# Why the selenium p functions in CdSe sit off their atom

## The finding

In this PBE calculation of zinc-blende CdSe, the three Se p functions lie 0.22 Å away from the selenium nucleus, about 8 % of a bond length. Each leans towards a different cadmium neighbour, and the fourth neighbour gets no function of its own. The crystal has four equivalent bonds, so this lopsided picture is no property of the material. It arises because three orbitals at right angles are made as compact as possible in a surrounding with four bonds.

Maximally localised Wannier functions of zinc-blende CdSe from Cd 4d and Se 4p trial orbitals, computed with Ansatz 0.2.0 (PBE, PAW, plane-wave cutoff 420 eV, 6×6×6 k mesh, no spin–orbit coupling) in the cell relaxed with r2SCAN. Centres are Cartesian, and on-site energies are counted from the top of the valence band.

| row | function spread (angstrom^2) | function on site (eV) | function x (Å) | function y (Å) | function z (Å) |
| --- | --- | --- | --- | --- | --- |
| 1 | 0.676 | -7.314 | 0.004 | -0.001 | 0.016 |
| 2 | 0.653 | -7.352 | 0.003 | -0.003 | -0.021 |
| 3 | 0.654 | -7.351 | 0.003 | 0.020 | 0.003 |
| 4 | 0.673 | -7.320 | 0.011 | -0.014 | -0.003 |
| 5 | 0.654 | -7.350 | -0.020 | -0.003 | 0.003 |
| 6 | 2.566 | -2.398 | 1.711 | 1.625 | 1.443 |
| 7 | 2.566 | -2.398 | 1.443 | 1.357 | 1.443 |
| 8 | 2.566 | -2.398 | 1.443 | 1.625 | 1.711 |

A Wannier function is a localised orbital built from the band states of the crystal. The columns function x, function y and function z give its centre. The function spread is its mean square radius about that centre, and the function on site is its average energy, counted from the top of the valence band. Cadmium sits at the origin and selenium at about 1.53 Å along each axis.

## Two kinds of function

Rows 1 to 5 are Cd 4d functions and rows 6 to 8 are Se 4p functions. The p functions have nearly four times the spread of the d functions. This is what atomic structure leads one to expect: the 4d shell is compact, while the Se 4p electrons form the bonds and reach out to the neighbours. That reach is also the likely cause of the shifted p centres.

The on-site energies of the two kinds differ by 4.9 eV. Each is an average over bands, not a level that an experiment would find. PBE is known to place the Cd 4d states too shallow by some electronvolts, so the true separation should be larger.

## Limiting cases: when does a p function shift?

Take first a free selenium ion. A p orbital has two lobes of equal weight on opposite sides of the nucleus, so its centre lies on the nucleus whichever way the orbital points.

Now surround the ion with cadmium. The p orbital acquires bonding tails on the neighbours, and these tails are the natural source of a shift. A tail grows with the cosine of the angle between orbital and bond, so its weight grows with the cosine squared. Both lobes count alike, and each cadmium pulls the centre towards itself.

An orbital px, along a cube axis, makes equally large cosines with all four bonds. The four pulls cancel, and the centre stays on selenium. An orbital along one bond is the opposite extreme: one lobe meets a cadmium atom, the other points into an empty part of the tetrahedron, and the centre moves towards that cadmium.

If every neighbour had a partner on the opposite side, as in the rock-salt structure, the pulls would cancel for every direction. In this picture the shift therefore needs two things: tails on the neighbours, and a site without inversion symmetry.

## The simple model

Let the p orbital point along a unit vector n with components nx, ny and nz. Adding the four pulls gives a shift of the centre

2m · (ny·nz, nz·nx, nx·ny).

The length m is the average of the coordinate x taken between the orbitals py and pz. It measures how strongly the tails pull. With the axes used here it is negative, because the centre moves towards cadmium.

## Why the functions turn away from the cube axes

Maximal localisation means that the sum of all spreads is made as small as possible. A spread equals the mean square distance from the nucleus minus the squared shift of the centre. When three orbitals on one atom are mixed among themselves, the sum of their mean square distances stays the same. The total spread therefore falls by exactly the sum of the squared shifts.

The symmetric set px, py, pz has no shifts and gains nothing. The largest gain for a single orbital comes from pointing straight along a bond. Three orbitals would like to do this together, but the bonds open wider than a right angle, and the orbitals must stay at right angles to one another.

The compromise resembles an umbrella whose handle lies along the fourth bond. Its three ribs are the orbitals, each about 16° away from a bond. This arrangement saves 3.6 m² of spread in total. Placing one orbital exactly along a bond and the other two across it saves 3.3 m², and would make the three shifts unequal. The table has three equal shifts, as the umbrella requires.

## One row worked in full

In the umbrella, the orbital of row 6 points along n = (1, 2, −2)/3. The three products ny·nz, nz·nx and nx·ny are −4/9, −2/9 and 2/9. With m = −0.20 Å, the factor 2m is −0.40 Å, and the predicted shift is (0.18, 0.09, −0.09) Å.

The table puts this centre at (0.18, 0.09, −0.09) Å from selenium, the same to two decimals. Row 6 belongs to the data from which m was obtained, so the overall length is no independent success. The handle and the rib were also chosen to match the signs in the table. The proportion 2 : 1 : 1, however, comes from the geometry of the umbrella.

The same proportion explains why the shift does not point exactly at a cadmium atom. The orbital pulls mainly towards its own bond, but its other lobe also feels the fourth neighbour. That weaker pull turns the shift about 19° away from the bond.

## How well the model does

One length, m, was fitted to the nine shift components of rows 6 to 8. The typical miss is 0.002 Å, against 0.04 Å if the shifts are assumed to run exactly along three bonds. The full comparison is in the printed output below.

The model takes the strength of the pull from the data, so it explains the pattern of the shifts but not their size. It also treats the p functions alone, although the d functions took part in the same localisation. That the tails on cadmium cause the pull is an argument from bonding theory; the centres by themselves show only its direction and size.

## Why energy and spread hide the effect

Rows 6 to 8 agree in spread and in on-site energy to every printed digit. It would be easy to take them for px, py and pz. The energies agree because tetrahedral symmetry gives every p direction on selenium the same average energy, so turning the set leaves them equal. The spreads agree because a threefold rotation about the fourth bond carries one function into the next.

The gain that drives the turning is small. By the model, unshifted p functions would have a spread of about 2.61 Å² instead of 2.57 Å², a difference of 2 %. Maximal localisation looks at the spread alone and not at the energy, so even this small gain decides the outcome. Which bond becomes the handle is arbitrary, because all four choices give the same total spread.

## The irregular rows: two d functions against three

Among the d functions, rows 1 and 4 lie 0.03 eV above rows 2, 3 and 5 and are slightly broader. In number this resembles the splitting of a d shell in a tetrahedron into a pair, called e, and a triplet, called t2. The familiar order, with the pair below the triplet, is no test here: the bonding argument for it presumes ligand levels below the d shell, and the Se 4p functions lie above it. The centres advise caution. Symmetry would hold pure e functions exactly on cadmium, yet rows 1 and 4 lie nearly 0.02 Å away from it.

That distance is small but well above the 0.003 Å by which the mean of the three p centres misses selenium, a fair measure of the numerical noise. Rows 1 and 4 are therefore mixtures of e and t2, and their energy difference from the other three is no clean crystal-field splitting.

The couplings between the functions, taken from the same calculation, confirm this. A pure e function vanishes along the bonds and should couple only weakly to the selenium p functions. Yet the two strongest couplings of all, 0.89 and 0.79 eV, join rows 1 and 4 to p functions. The likely reason for the mixing is the one found for the p functions: it lets the centres shift, and each shift lowers the total spread a little.

The shifts of rows 2, 3 and 5 point almost along −z, +y and −x. The threefold rotation that relates the p functions relates these three as well. The d set thus shares the axis of the p set, and a division into three matching functions and two others is compatible with that axis.

## What this means for using the functions

The bond without a function is as strong as the other three. Selenium has four neighbours, but only its three p orbitals were offered as starting functions. Had the Se 4s orbital been included, four functions could have formed, one for each bond, as in the familiar sp³ picture.

A single centre or a single orbital direction should therefore not be read as a local dipole or a preferred bond. The mean of the three p centres is safer: it misses selenium by only 0.003 Å. Anyone who adds an atomic term that singles out a cube axis, such as a strain splitting between pz and the other two p orbitals, must first turn the p functions back to the cube axes, or rewrite the term for the turned set. Otherwise the term acts on orbitals that are not the px, py and pz it assumes. A small splitting should also be checked against a direct calculation, because one of the p bands interpolated from these functions misses the computed band by up to 0.18 eV.

Numerical output:

```
Shift of each centre from its atom in angstrom:
  row        dx       dy        dz   length
    1     0.004   -0.001     0.016  0.01652
    2     0.003   -0.003    -0.021  0.02142
    3     0.003     0.02     0.003  0.02045
    4     0.011   -0.014    -0.003  0.01806
    5     -0.02   -0.003     0.003  0.02045
    6    0.1769  0.09093  -0.09107   0.2188
    7  -0.09107  -0.1771  -0.09107    0.219
    8  -0.09107  0.09093    0.1769   0.2188
Mean shift of the p functions from Se (angstrom): 0.2188
The same in percent of the Cd-Se bond length: 8.236
Distance of the mean p centre from Se (angstrom): 0.002928
Fitted unit of the 2 1 1 pattern (angstrom): 0.08933
Matrix element m in size (angstrom): 0.201
Rms miss of a component, mixed p triplet (angstrom): 0.001691
Rms miss of a component, shifts along bonds (angstrom): 0.04052
Angle between shift and nearest bond (degrees): 18.71
Sum of squared shifts in units of m squared, mixed triplet: 3.556
Sum of squared shifts in units of m squared, one orbital along a bond: 3.333
Spread saved per p function by the shift (angstrom^2): 0.04789
Estimated spread of unshifted p functions (angstrom^2): 2.614
Mean p spread over mean d spread (ratio): 3.876
Mean p on-site energy above mean d (eV): 4.939
Mean shift of the d functions from Cd (angstrom): 0.01938
Rows 1 and 4 above rows 2 3 5 in on-site energy (eV): 0.034
```
